The quasiparticle gap is the least energy needed to take an electron out of the crystal, less the energy gained when an electron is added to it. Here it is computed for zinc-blende GaN by the G0W0 method, which starts from a PBE band structure and corrects the energies of the two band edges. The correction describes how the other electrons respond to the electron that is added or removed. It is built from sums over bands, filled and empty, and the sweep value is the number of bands kept in these sums.

Thirteen bands are filled, so the first row works with 5 empty bands and the last with 200. The PBE gap beneath the correction is 1.754 eV in every row. The whole trend therefore belongs to the correction, and the question is what each further group of empty bands adds to it.

G0W0 gap of zinc-blende GaN against the number of bands in the sums, computed with Yambo 5.3.0 and a plasmon-pole model on Quantum ESPRESSO PBE states. All rows use PseudoDojo 0.4 SR PBE stringent potentials, a 1551 eV wave cutoff, a 4×4×4 k mesh and an 8 Ry screening cutoff, without spin–orbit coupling or a self-energy terminator.

| sweep value | gap (eV) |
| --- | --- |
| 18 | 2.770 |
| 23 | 2.587 |
| 33 | 2.531 |
| 53 | 2.514 |
| 93 | 2.528 |
| 133 | 2.533 |
| 213 | 2.542 |

**Before the first row: no empty bands**

It helps to start from a limit that lies above the table. With no empty bands the electrons have no states into which they could respond, and nothing is screened. What remains is bare exchange, which binds the filled states strongly and gives a gap far too wide. Every real calculation comes down from that limit.

How a single empty band acts can be read from the usual second-order expression. An empty band $m$ shifts a band edge $n$ by roughly

$$\Delta E_n \approx -\frac{|M_{nm}|^2}{E_m-E_n+\Omega},$$

where $E_m$ and $E_n$ are the band energies, $M_{nm}$ is the strength with which the two states are coupled, and $\Omega$ is a typical energy of the collective response. Each empty band thus pushes both edges down. The gap closes if the conduction edge is pushed further, and opens if the valence edge is. The denominator favours the conduction edge, but only slightly: the edges are less than 2 eV apart, while the added bands lie far above both and $\Omega$ adds many electronvolts more. The numerator therefore decides this term. The expression also holds the screening fixed, and the empty bands change that as well.

**Rows 18 to 33: the steep fall**

The five bands nearest the conduction edge are present in every row, and the bands added from row to row lie well above both edges. The small difference between the two denominators is therefore too weak to account for the fall.

What these bands mainly do is build up the screening. They allow the electrons to shift in answer to a charge, and this weakens the exchange that had bound the filled states so strongly. The valence edge rises relative to the conduction edge, and the gap closes. This is an argument from theory; the table shows only the gap.

The effect is strongest at the very beginning. The first five added bands lower the gap by 183 meV, about 71 % of the whole fall down to row 53. The next ten lower it by only 57 meV, as expected if higher bands respond less.

This stretch shows what a tolerance does and does not say. Row 23 lies within 50 meV of the last row, as do all later rows, so it meets that bound. The gap has not settled there, though: the very next row lies 57 meV lower, on the other side of the final value. Row 23 is close to the final value because the curve is passing by on its way down.

**Row 53: the low point**

The early fall is regular enough for a simple model. Suppose that each doubling of the number of empty bands brings a fall smaller than the one before by a constant factor. The doublings from 5 to 10 and from 10 to 20 empty bands fix this factor at $182.7/56.6 \approx 3.23$. The next doubling, to row 53, should then lower the gap by

$$\frac{56.6\ \text{meV}}{3.23} \approx 17.5\ \text{meV}.$$

The computed fall is 16.9 meV. Row 53 had no part in fixing the factor, so the agreement is a check on the rule. It is a single one, though, and the form of the rule was chosen with the table in view; it works for doublings of the empty bands, and a power of the total number of bands would miss row 53.

If the same rule held for ever, the remaining falls would add up to less than 10 meV and the gap would settle at about 2.51 eV. Someone who had stopped at row 53 would have good reason to believe this. The steps have shrunk in an orderly way, and the rule has met a row that did not fix it.

The next row refutes it. The gap turns upwards, and by row 213 it stands 36 meV above what the rule predicts there. The rule describes the contribution of the low bands well, but it has no place for one of opposite sign that builds up slowly. A regular beginning shows that one process is dying out, and a slower one may still be hidden beneath it.

**Rows 93 to 213: the slow rise**

Once the screening has largely built up, the second-order term explains how a rise can come about. For a band very high in energy, the few electronvolts between the two edges hardly change the denominator. It is then nearly the same for both edges, and the numerator decides.

A very high band resembles a plane wave of short wavelength. It couples well only to an orbital that itself varies over short distances. The valence edge of GaN consists mainly of nitrogen 2p orbitals, which are compact. The conduction edge is s-like and spread through the cell. The high bands should therefore push the valence edge down more than the conduction edge, and the gap opens.

In a more pictorial language, these bands describe the Coulomb hole, the small region around an electron that the others avoid. Its fine structure lowers the energy of a compact orbital more than that of a spread-out one. What counts for the gap is the difference in compactness between the two edges: the more alike they are, the more of this late contribution cancels.

The rise from row 53 to row 213 is 28 meV, about a ninth of the preceding fall. That the compact valence edge causes it is an argument from theory. The table shows only the gap, in which the shifts of the two edges are already combined, and one band count sets both the screening and the sum for the correction, so their effects can't be told apart here.

The rise is slow partly because bands are a costly way to reach high energies. In a free-electron picture the energy of the highest band grows only as the two-thirds power of the number of bands. Row 213 has four times as many bands as row 53, but its highest band lies less than three times as high above the bottom of the free-electron bands. Fine detail is therefore bought at an increasing price.

The turn also explains an oddity in the middle of the table. Row 33 lies only 11 meV below the last row, closer than row 53 and even slightly closer than row 93, although both use more bands. It owes this to the shape of the curve, which falls through its later value and then climbs back towards it. Closeness to the final number is a sign of convergence only where the neighbouring rows are close as well.

**The end of the table: no plateau**

The last two steps look harmless, at 5 and 9 meV. The second, however, covers twice as many added bands as the first. Per band the gap rises by 0.116 and 0.114 meV, so after dropping from 0.36 meV per band in the step to row 93, the rise has hardly slowed from one of the last steps to the other.

In a sum that converges the contributions per band must die away, though not necessarily evenly. Theory suggests that, with high enough bands and a fine enough screening, the part still left out shrinks as one over the number of bands. The last step would then be 0.87 times the one before, whereas the computed ratio is 1.97. That ratio hangs on row 133, however. Measured from the early rule, the gap gains 20.0 meV from row 53 to row 93 and 15.7 meV from row 93 to row 213, a ratio of 0.78, where one over the number of bands gives 0.75. The rise as a whole is thus compatible with that law, with row 133 lying a few meV below it, and so few rows can't fix the limit closely.

One setting bears directly on this stretch. The screening is described only down to a certain fineness, set by a cutoff of 8 Ry, and free-electron bands reach that energy at a count of roughly 60, to which the nine Ga 3s, 3p and 3d bands must be added. The cutoff limits the momentum that the screening can carry and not the energy of a band, so the higher bands still couple to the edges, but the part of their coupling that needs larger momenta is left out. A finer screening could change both the size of the late rise and the place of the turn. These runs can't show by how much, since the cutoff is the same in every row. The data do come with a caution that the screening is not converged, but it rests on the data makers' tests on other systems and not on these runs.

For practical use, row 133 meets a bound of 10 meV, but only relative to row 213, and only just. Since the gap is still rising there, 2.542 eV is the value at the largest number of bands used and not the limit of the method. The k mesh, too, is a usual working choice that was not varied here, and the atoms are held still, so the value leaves out the effect of their vibrations on the gap. A sound test would raise the number of bands and the screening cutoff together, until several successive rows agree. The output below gives the step per added band and the comparison with the early rule.

Output of the analysis:

```
Course of the gap:
  row  empty bands  correction to PBE gap in eV  gap less that of row 213 in meV  step from row before in meV  step per added band in meV
   18            5                        1.016                            227.9                          n/a                         n/a
   23           10                       0.8338                             45.2                       -182.7                      -36.53
   33           20                       0.7771                           -11.42                       -56.62                      -5.662
   53           40                       0.7602                           -28.36                       -16.94                     -0.8472
   93           80                       0.7748                           -13.79                        14.57                      0.3643
  133          120                       0.7794                           -9.143                        4.648                      0.1162
  213          200                       0.7886                                0                        9.143                      0.1143
Whole fall from row 18 to row 53 in meV: 256.2
Rise from row 53 to row 213 in meV: 28.36
Share of the first step in the whole fall in percent: 71.29
Rise as percent of the fall: 11.07
Ratio of first to second fall: 3.226
Ratio of second to third fall: 3.341
Exponent of the early power law: 1.69
Limit that the early power law promises in eV: 2.505
Early power law and rough energy reached:
  row  predicted gap in eV  prediction less computed gap in meV  free-electron energy of top band in Ry
   18                 2.77                                    0                                   3.625
   23                2.587                                    0                                   4.268
   33                2.531                                    0                                   5.429
   53                2.513                              -0.6051                                   7.446
   93                2.508                               -20.62                                   10.83
  133                2.506                               -26.48                                   13.75
  213                2.506                               -36.33                                   18.82
Free-electron number of bands up to 8 Ry: 59.02
Ratio of last step to the one before, computed: 1.967
Same ratio for a remainder going as one over all bands: 0.8732
Same ratio for a constant rise per band: 2
```
